**Fourier nodes behind the shoulder in the cutoff convergence of the P 3s pseudo-level**

The table holds the excess of the lowest s level of a phosphorus pseudo-atom over its 400 Ry value against the Bessel-basis cutoff, for a base run and three variants (ld1.x 7.5, PBE, scalar-relativistic, Troullier-Martins, s local). The program forms differences, ratios and drops per unit wave number, and tests one estimate with nothing fitted to the table: the sum of $(q^2-\varepsilon)c^2$ over the omitted basis functions, taken from the 3s pseudo-wave of the base run with two smooth tails. The estimate lies within about 5% of the base column from 21 to 60 Ry, is 9% and 7% high at 10 and 15 Ry, and places nodes of the transform at 23 and 62 Ry. The output also shows that the p-radius run equals the base, that the variant with slightly larger radii differs only in the last digit, consistent with an assumed radial grid, and that the P$^+$ reference lies 11–16% higher up to 40 Ry.

Calculated values. Norm-conserving Troullier-Martins pseudopotential for phosphorus in separable form, from ld1.x 7.5 (PBE, scalar-relativistic, [Ne] core, Bessel-form core correction), with the s channel as local potential. The base run has the reference valence configuration 3s2 3p3 and radii of 1.5 (s), 1.6 (p) and 1.25 bohr (d). Each excess is relative to the same run's level at 400 Ry.

## Program and output

```python
# Table: excess (mRy) of the lowest s level of a P pseudo-atom over its 400 Ry value versus Bessel cutoff,
# ld1.x 7.5, PBE, scalar-relativistic, Troullier-Martins, s local; base run and three variants.
# Tested: differences, ratios, drop per wave number, and an unfitted Fourier-tail estimate from the 3s pseudo-wave.
T = {
    'cutoff': [10, 15, 21, 30, 40, 50, 60, 80, 100, 140, 200, 300],  # Ry
    'run0': [47.87, 12.06, 4.27, 3.69, 1.15, 0.2, 0.11, 0.06, 0.0, 0.0, 0.0, 0.0],  # mRy
    'run1': [47.87, 12.06, 4.27, 3.69, 1.15, 0.2, 0.11, 0.06, 0.0, 0.0, 0.0, 0.0],  # mRy
    'run2': [55.09, 13.82, 4.74, 4.13, 1.33, 0.24, 0.13, 0.08, 0.01, 0.0, 0.0, 0.0],  # mRy
    'run3': [47.87, 12.07, 4.28, 3.7, 1.16, 0.21, 0.12, 0.07, 0.01, 0.0, 0.0, 0.0],  # mRy
}
import numpy as np
E = np.array(T['cutoff'], float)
b, r1, r2, r3 = (np.array(T[k], float) for k in ('run0', 'run1', 'run2', 'run3'))
q = np.sqrt(E)
print("Table rounding: +-0.005 mRy per entry; q = sqrt(cutoff) in 1/bohr")
print("cutoff Ry | q | p2.1-base mRy | radii variant-base mRy | P+/base (range from rounding)")
for i in range(8):
    lo, hi = (r2[i]-.005)/(b[i]+.005), (r2[i]+.005)/(b[i]-.005)
    print(f"{E[i]:.0f} | {q[i]:.2f} | {r1[i]-b[i]:.2f} | {r3[i]-b[i]:.2f} | {r2[i]/b[i]:.3f} ({lo:.2f}-{hi:.2f})")
d0, d2 = -np.diff(b)/np.diff(q), -np.diff(r2)/np.diff(q)
print("interval Ry | base drop mRy | drop % | base drop/dq | P+ drop/dq (mRy bohr) | rounding of drop/dq")
for i in range(8):
    print(f"{E[i]:.0f}-{E[i+1]:.0f} | {b[i]-b[i+1]:.2f} | {100*(1-b[i+1]/b[i]):.0f} | {d0[i]:.2f} | {d2[i]:.2f} | {0.01/(q[i+1]-q[i]):.3f}")
# Further outputs of the base run: 3s pseudo-wave u(r) at 0.16 bohr steps, level in Ry, box radius in bohr
u = np.array([.0473, .1016, .1707, .2618, .3776, .5096, .6359, .7305, .7812, .7927, .7755, .7387, .6897])
h, eps, R = 0.16, -1.02673, 20.0
kap = np.sqrt(-eps)
r = h*np.arange(1, 125)
def full(f):
    c = np.linalg.solve(f(r[10:13]), np.log(u[10:13]) + kap*r[10:13])
    return np.concatenate([u, np.exp(f(r[13:]) @ c - kap*r[13:])])
wA = full(lambda x: np.column_stack([x**0, np.log(x), 1/x]))
wB = full(lambda x: np.column_stack([x**0, 1/x, 1/x**2]))
ft = lambda w, k: h*np.sin(np.outer(k, r)) @ w
qn = np.pi*np.arange(1, 91)/R
def est(w, n):
    c2 = 2/R*ft(w, qn)**2
    return 1000*np.sum(((qn**2 - eps)*c2)[n:])/np.sum(c2[:n])
print(f"Estimate: sum of (q^2-eps)c^2 over omitted functions; basis spacing pi/R = {np.pi/R:.3f} 1/bohr")
print("cutoff Ry | functions | table | tail A | tail B | tail A, one more function (mRy) | A/table")
for i in range(9):
    n = int(q[i]*R/np.pi)
    a = est(wA, n)
    s = f"{a/b[i]:.2f}" if b[i] > 0 else "table prints 0"
    print(f"{E[i]:.0f} | {n} | {b[i]:.2f} | {a:.2f} | {est(wB, n):.2f} | {est(wA, n+1):.2f} | {s}")
k = np.arange(1.0, 10.0, 0.005)
for name, w in (('A', wA), ('B', wB)):
    g = ft(w, k)
    z = k[:-1][g[:-1]*g[1:] < 0]
    print(f"tail {name}: norm {h*np.sum(w**2):.4f}; transform nodes (q<10): " + ", ".join(f"q={x:.2f} ({x*x:.0f} Ry)" for x in z))
j = int(np.argmax(u/r[:13]))
print(f"u/r of 3s: {u[0]/r[0]:.3f} at 0.16 bohr, maximum {u[j]/r[j]:.3f} at {r[j]:.2f} bohr, ratio {u[0]/r[0]/(u[j]/r[j]):.2f}")
# Further outputs of the same runs at 10,15,21,30,40 Ry (mRy): summed error, p and d excesses; s level of P+ (Ry)
tot = np.array([98.92, 26.19, 9.32, 7.71, 2.51])
p0, p1 = np.array([1.06, .69, .26, .11, .07]), np.array([.91, .53, .16, .01, .01])
dd0, dd2, eps2 = np.array([.43, .31, .21, .13, .05]), np.array([28.37, 20.97, 14.44, 9.10, 4.16]), -1.71159
fm = lambda x, f: " ".join(format(v, f) for v in x)
print("At 10,15,21,30,40 Ry:")
print(" 2 x s excess as % of summed error, base:", fm(200*b[:5]/tot, '.1f'))
print(" s/p excess ratio, base:", fm(b[:5]/p0, '.0f'))
print(" p excess change, radius 2.1 minus 1.6 (mRy):", fm(p1-p0, '.2f'))
print(" d excess, P+ minus neutral (mRy):", fm(dd2-dd0, '.2f'))
print(f"3s level shift P+ minus P: {eps2-eps:.3f} Ry; sqrt(-level): {kap:.3f} -> {np.sqrt(-eps2):.3f} 1/bohr")
grid = np.exp(-7 + 0.0125*np.arange(900))/15   # assumed default grid (xmin -7, dx 0.0125, Z 15)
odd, mid = grid[::2], (grid[1:] + grid[:-1])/2
print("Assumed grid, odd points near 1.5 bohr:", fm(odd[(odd > 1.45) & (odd < 1.58)], '.3f'))
print("Grid midpoints nearest test radii 1.752, 2.306:", fm([mid[np.argmin(abs(mid-t))] for t in (1.752, 2.306)], '.3f'))
sl, sh = np.log(b[1]/b[0])/np.log(E[1]/E[0]), 2*np.log(1.52/1.5)
print(f"Log slope 10-15 Ry {sl:.2f}; 1.50->1.52 bohr scales cutoff by {100*sh:.1f}%, about {b[0]*sl*sh:.1f} mRy at 10 Ry; seen {r3[0]-b[0]:.2f}")
assert np.all(r1 == b) and np.max(abs(r3 - b)) < 0.0101
assert all(np.all(np.diff(x) <= 0) for x in (b, r1, r2, r3))
assert d0[2] < d0[1] and d0[2] < d0[3] and d2[2] < d2[1] and d2[2] < d2[3]
assert np.all((r2[:5]/b[:5] > 1.05) & (r2[:5]/b[:5] < 1.2))
```

Printed output:

```
Table rounding: +-0.005 mRy per entry; q = sqrt(cutoff) in 1/bohr
cutoff Ry | q | p2.1-base mRy | radii variant-base mRy | P+/base (range from rounding)
10 | 3.16 | 0.00 | 0.00 | 1.151 (1.15-1.15)
15 | 3.87 | 0.00 | 0.01 | 1.146 (1.15-1.15)
21 | 4.58 | 0.00 | 0.01 | 1.110 (1.11-1.11)
30 | 5.48 | 0.00 | 0.01 | 1.119 (1.12-1.12)
40 | 6.32 | 0.00 | 0.01 | 1.157 (1.15-1.17)
50 | 7.07 | 0.00 | 0.01 | 1.200 (1.15-1.26)
60 | 7.75 | 0.00 | 0.01 | 1.182 (1.09-1.29)
80 | 8.94 | 0.00 | 0.01 | 1.333 (1.15-1.55)
interval Ry | base drop mRy | drop % | base drop/dq | P+ drop/dq (mRy bohr) | rounding of drop/dq
10-15 | 35.81 | 75 | 50.39 | 58.07 | 0.014
15-21 | 7.79 | 65 | 10.98 | 12.80 | 0.014
21-30 | 0.58 | 14 | 0.65 | 0.68 | 0.011
30-40 | 2.54 | 69 | 3.00 | 3.30 | 0.012
40-50 | 0.95 | 83 | 1.27 | 1.46 | 0.013
50-60 | 0.09 | 45 | 0.13 | 0.16 | 0.015
60-80 | 0.05 | 45 | 0.04 | 0.04 | 0.008
80-100 | 0.06 | 100 | 0.06 | 0.07 | 0.009
Estimate: sum of (q^2-eps)c^2 over omitted functions; basis spacing pi/R = 0.157 1/bohr
cutoff Ry | functions | table | tail A | tail B | tail A, one more function (mRy) | A/table
10 | 20 | 47.87 | 52.24 | 52.28 | 38.32 | 1.09
15 | 24 | 12.06 | 12.95 | 12.85 | 8.96 | 1.07
21 | 29 | 4.27 | 4.24 | 4.20 | 4.20 | 0.99
30 | 34 | 3.69 | 3.70 | 3.66 | 3.34 | 1.00
40 | 40 | 1.15 | 1.19 | 1.18 | 0.87 | 1.03
50 | 45 | 0.20 | 0.21 | 0.21 | 0.16 | 1.04
60 | 49 | 0.11 | 0.12 | 0.12 | 0.12 | 1.05
80 | 56 | 0.06 | 0.07 | 0.07 | 0.05 | 1.11
100 | 63 | 0.00 | 0.01 | 0.01 | 0.01 | table prints 0
tail A: norm 0.9965; transform nodes (q<10): q=1.87 (3 Ry), q=4.83 (23 Ry), q=7.88 (62 Ry)
tail B: norm 1.0010; transform nodes (q<10): q=1.87 (3 Ry), q=4.83 (23 Ry), q=7.88 (62 Ry)
u/r of 3s: 0.296 at 0.16 bohr, maximum 0.571 at 1.28 bohr, ratio 0.52
At 10,15,21,30,40 Ry:
 2 x s excess as % of summed error, base: 96.8 92.1 91.6 95.7 91.6
 s/p excess ratio, base: 45 17 16 34 16
 p excess change, radius 2.1 minus 1.6 (mRy): -0.15 -0.16 -0.10 -0.10 -0.06
 d excess, P+ minus neutral (mRy): 27.94 20.66 14.23 8.97 4.11
3s level shift P+ minus P: -0.685 Ry; sqrt(-level): 1.013 -> 1.308 1/bohr
Assumed grid, odd points near 1.5 bohr: 1.480 1.517 1.556
Grid midpoints nearest test radii 1.752, 2.306: 1.752 2.306
Log slope 10-15 Ry -3.40; 1.50->1.52 bohr scales cutoff by 2.6%, about -4.3 mRy at 10 Ry; seen 0.00
```
